**Forecasting the top 2T1, 2E and 2T2 terms of octahedral d⁷**

The table holds the term energies and mean e-electron counts of a d⁷ shell in an octahedral field, from exact diagonalisation of a parametric Racah B, C ligand-field model without spin-orbit coupling. The program forecasts the three withheld terms without fitted parameters, first from strong-field diagonal elements with upper and lower bounds, then from the conserved trace of each symmetry block. The diagonal estimate has an rms miss of 1525 cm⁻¹ on the eleven known mixed doublets and falls short of the withheld terms by 1889, 5059 and 5994 cm⁻¹. The trace rule, an identity of the model Hamiltonian, recovers them within 0.09 cm⁻¹. The output also splits each energy into repulsion and field parts and gives a linear extrapolation of the spin-crossover field.

Terms of a d⁷ shell in an octahedral (Oh) field, computed with ligand-field diagonalisation 1 by exact diagonalisation of a parametric ligand-field model without spin-orbit coupling. Racah B = 520 cm⁻¹, C = 2390 cm⁻¹ and 10Dq = 6760 cm⁻¹. Energies are relative to the lowest term; e electrons are the mean number in the cubic e pair.

## The fit in Python

```python
# Table: d7 terms in Oh (energy above ground in cm-1, mean e electrons), ligand-field diagonalisation 1,
# parametric Racah B, C model, no spin-orbit. Tested: forecast of the withheld top 2T1, 2E, 2T2 from
# (1) strong-field diagonals with bounds, (2) block trace rules; no fitted parameters.
T = {
    'term_symbol': ['4T1', '2E', '4T2', '2T1', '2T2', '4A2', '2T1', '4T1', '2A1', '2T2', '2T1', '2E', '2T2', '2T1', '2E', '2T2', '2A2', '2T1', '2E', '2T2'],
    'term_energy': [0.0, 4330.0, 5995.6, 9861.9, 10191.2, 12755.6, 12779.9, 13031.2, 15245.6, 16235.8, 17224.6, 18433.9, 20340.0, 21306.9, 22904.1, 23401.9, 25645.6, 26494.6, 37354.4, 38499.1],  # cm⁻¹
    'term_e_electrons': [2.06, 1.1, 3.0, 2.03, 2.07, 4.0, 2.13, 2.94, 3.0, 2.77, 2.99, 3.01, 3.1, 3.25, 3.83, 2.59, 3.0, 3.6, 3.06, 3.47],
}
HELD = [17, 18, 19]  # rows withheld from the fit
import numpy as np
B, C, D = 520.0, 2390.0, 6760.0  # settings from the caption, cm-1
S, E, N = T['term_symbol'], T['term_energy'], T['term_e_electrons']
# standard Tanabe-Sugano diagonals above 4F: (coefficient of B, of C, e electrons)
dg = {'4A2': [(0,0,4)], '4T2': [(0,0,3)], '2A1': [(4,3,3)], '2A2': [(24,3,3)],
      '4T1': [(3,0,2),(12,0,3)], '2E': [(9,3,4),(23,6,3),(14,3,3),(7,4,1)],
      '2T1': [(9,3,4),(15,3,3),(9,3,3),(9,3,2),(13,3,2)],
      '2T2': [(15,5,4),(9,3,3),(19,3,3),(21,5,2),(13,3,2)]}
r = np.sqrt(193*B*B + 8*B*C + 4*C*C)
G, H, F, Dl, Du = 4*B+3*C, 9*B+3*C, 24*B+3*C, 20*B+5*C-r, 20*B+5*C+r  # 2P = 2H
par = {'2E': [G,H,Dl,Du], '2T1': [G,H,H,H,F], '2T2': [G,H,Dl,F,Du]}
w, v = np.linalg.eigh([[3*B+2*D, 6*B], [6*B, 12*B+3*D]])
E0 = w[0]
lev = {s: sorted((b*B+c*C+n*D-E0, n) for b, c, n in x) for s, x in dg.items()}
rank = [S[:i].count(S[i]) for i in range(len(S))]
K = [i for i in range(len(S)) if i not in HELD]
row = lambda s, k=0: [i for i in K if S[i] == s][k]
print(f"rounding floor: E 0.05 cm-1, n 0.005, repulsion part {0.005*D:.0f} cm-1; 10Dq/B {D/B:.2f}, C/B {C/B:.2f}")
print(f"4T1 2x2: zero E0 {E0:.2f}, lowering {3*B+2*D-E0:.1f}, upper {w[1]-E0:.1f} cm-1, e3 weight {v[1,0]**2:.3f}")
print(f"free-ion parents above 4F (cm-1): 2G {G:.0f} 2H,2P {H:.0f} 2D {Dl:.0f} 2F {F:.0f} 2D' {Du:.0f}")
print("known: term E | diagonal, E-diag | n, n diag | repulsion E+E0-n*10Dq (cm-1)")
for i in K:
    d, n = lev[S[i]][rank[i]]
    print(f"{S[i]:4s}{E[i]:8.1f} |{d:8.1f}{E[i]-d:+8.1f} | {N[i]:.2f} {n} |{E[i]+E0-N[i]*D:7.0f}")
M = [i for i in K if S[i] in par]
dE = np.array([E[i]-lev[S[i]][rank[i]][0] for i in M])
dN = np.array([N[i]-lev[S[i]][rank[i]][1] for i in M])
sE, sN = np.sqrt(np.mean(dE**2)), np.sqrt(np.mean(dN**2))
j = M[int(np.argmax(abs(dE)))]
print(f"diagonal model, {len(M)} mixed doublets: rms {sE:.0f} cm-1, rms n {sN:.2f}, worst {S[j]} at {E[j]:.1f}")
one = max(abs(E[row(s)]-lev[s][0][0]) for s in ('4A2','4T2','2A1','2A2'))
t4 = E[row('4T1')]+E[row('4T1',1)]-sum(x[0] for x in lev['4T1'])
print(f"trace check, known blocks: single terms worst {one:.2f}, 4T1 sum {t4:+.2f} cm-1")
g, e, a = row('4T1'), row('2E'), row('4A2')
print(f"10Dq-4T2 {D-E[row('4T2')]:.1f}; 4A2-4T2 {E[a]-E[row('4T2')]:.1f}; 2T1-4A2 {E[row('2T1',1)]-E[a]:.1f} cm-1")
print("slopes vs ground:", ", ".join(f"{s} {N[row(s)]-N[g]:+.2f}" for s in ('2E','4T2','4A2','2T1','2T2')))
x = D+E[e]/(N[g]-N[e])
print(f"linear crossover extrapolation: 10Dq {x:.0f} cm-1, {x/B:.1f} B, {100*(x/D-1):.0f}% above present field")
assert one < 0.1 and abs(t4) < 0.15
assert all(E[row(s)] < lev[s][0][0] for s in par)
assert all(abs(sum(par[s])-sum(b*B+c*C for b, c, n in dg[s])) < 1e-6 for s in par)
assert N[e] < N[g] and E[e] < E[row('4T2')]
for i in HELD:
    s = S[i]; k = [q for q in K if S[q] == s]; m = len(dg[s])
    d, n = lev[s][-1]
    hi = max(par[s])+4*D-E0
    wk = max(par[s])+2.8*D-E0
    pE = sum(y[0] for y in lev[s])-sum(E[q] for q in k)
    pN = sum(y[1] for y in lev[s])-sum(N[q] for q in k)
    print(f"{s} predict: diag {d:.0f}+-{sE:.0f} (n {n}+-{sN:.2f}); bracket {d:.0f}-{hi:.0f}; unsplit parent {wk:.0f}")
    print(f"  trace: E {pE:.2f}+-{0.05*m:.2f} cm-1, n {pN:.2f}+-{0.005*m:.3f}")
    print(f"  computed: E {E[i]:.1f}, n {N[i]:.2f}; trace miss {E[i]-pE:+.2f} cm-1, n {N[i]-pN:+.2f}; in bracket {d <= E[i] <= hi}")
    print(f"  diag miss {E[i]-d:+.0f} ({(E[i]-d)/sE:.1f} rms, {100*(E[i]-d)/E[i]:.1f}%), n {N[i]-n:+.2f}; parent miss {E[i]-wk:+.0f}")
    rp = E[i]+E0-N[i]*D
    print(f"  repulsion {rp:.0f} = {100*rp/max(par[s]):.0f}% of top parent; field part above ground {(N[i]-N[g])*D:.0f} cm-1")
h = list(HELD)
print(f"gaps between withheld terms: {E[h[1]]-E[h[0]]:.1f}, {E[h[2]]-E[h[1]]:.1f} cm-1")
```

It prints:

```
rounding floor: E 0.05 cm-1, n 0.005, repulsion part 34 cm-1; 10Dq/B 13.00, C/B 4.60
4T1 2x2: zero E0 14284.42, lowering 795.6, upper 13031.2 cm-1, e3 weight 0.061
free-ion parents above 4F (cm-1): 2G 9250 2H,2P 11850 2D 13132 2F 19650 2D' 31568
known: term E | diagonal, E-diag | n, n diag | repulsion E+E0-n*10Dq (cm-1)
4T1      0.0 |   795.6  -795.6 | 2.06 2 |    359
2E    4330.0 |  5675.6 -1345.6 | 1.10 1 |  11178
4T2   5995.6 |  5995.6    +0.0 | 3.00 3 |      0
2T1   9861.9 | 11085.6 -1223.7 | 2.03 2 |  10424
2T2  10191.2 | 13165.6 -2974.4 | 2.07 2 |  10482
4A2  12755.6 | 12755.6    +0.0 | 4.00 4 |      0
2T1  12779.9 | 13165.6  -385.7 | 2.13 2 |  12666
4T1  13031.2 | 12235.6  +795.6 | 2.94 3 |   7441
2A1  15245.6 | 15245.6    +0.0 | 3.00 3 |   9250
2T2  16235.8 | 17845.6 -1609.8 | 2.77 3 |  11795
2T1  17224.6 | 17845.6  -621.0 | 2.99 3 |  11297
2E   18433.9 | 20445.6 -2011.7 | 3.01 3 |  12371
2T2  20340.0 | 22105.6 -1765.6 | 3.10 2 |  13668
2T1  21306.9 | 20965.6  +341.3 | 3.25 3 |  13621
2E   22904.1 | 24605.6 -1701.5 | 3.83 4 |  11298
2T2  23401.9 | 23045.6  +356.3 | 2.59 3 |  20178
2A2  25645.6 | 25645.6    +0.0 | 3.00 3 |  19650
diagonal model, 11 mixed doublets: rms 1525 cm-1, rms n 0.38, worst 2T2 at 10191.2
trace check, known blocks: single terms worst 0.02, 4T1 sum +0.04 cm-1
10Dq-4T2 764.4; 4A2-4T2 6760.0; 2T1-4A2 24.3 cm-1
slopes vs ground: 2E -0.96, 4T2 +0.94, 4A2 +1.94, 2T1 -0.03, 2T2 +0.01
linear crossover extrapolation: 10Dq 11270 cm-1, 21.7 B, 67% above present field
2T1 predict: diag 24606+-1525 (n 4+-0.38); bracket 24606-32406; unsplit parent 24294
  trace: E 26494.61+-0.25 cm-1, n 3.60+-0.025
  computed: E 26494.6, n 3.60; trace miss -0.01 cm-1, n +0.00; in bracket True
  diag miss +1889 (1.2 rms, 7.1%), n -0.40; parent miss +2201
  repulsion 16443 = 84% of top parent; field part above ground 10410 cm-1
2E predict: diag 32296+-1525 (n 3+-0.38); bracket 32296-44324; unsplit parent 36212
  trace: E 37354.33+-0.20 cm-1, n 3.06+-0.020
  computed: E 37354.4, n 3.06; trace miss +0.07 cm-1, n -0.00; in bracket True
  diag miss +5059 (3.3 rms, 13.5%), n +0.06; parent miss +1142
  repulsion 30953 = 98% of top parent; field part above ground 6760 cm-1
2T2 predict: diag 32506+-1525 (n 4+-0.38); bracket 32506-44324; unsplit parent 36212
  trace: E 38499.01+-0.25 cm-1, n 3.47+-0.025
  computed: E 38499.1, n 3.47; trace miss +0.09 cm-1, n -0.00; in bracket True
  diag miss +5994 (3.9 rms, 15.6%), n -0.53; parent miss +2287
  repulsion 29326 = 93% of top parent; field part above ground 9532 cm-1
gaps between withheld terms: 10859.8, 1144.7 cm-1
```
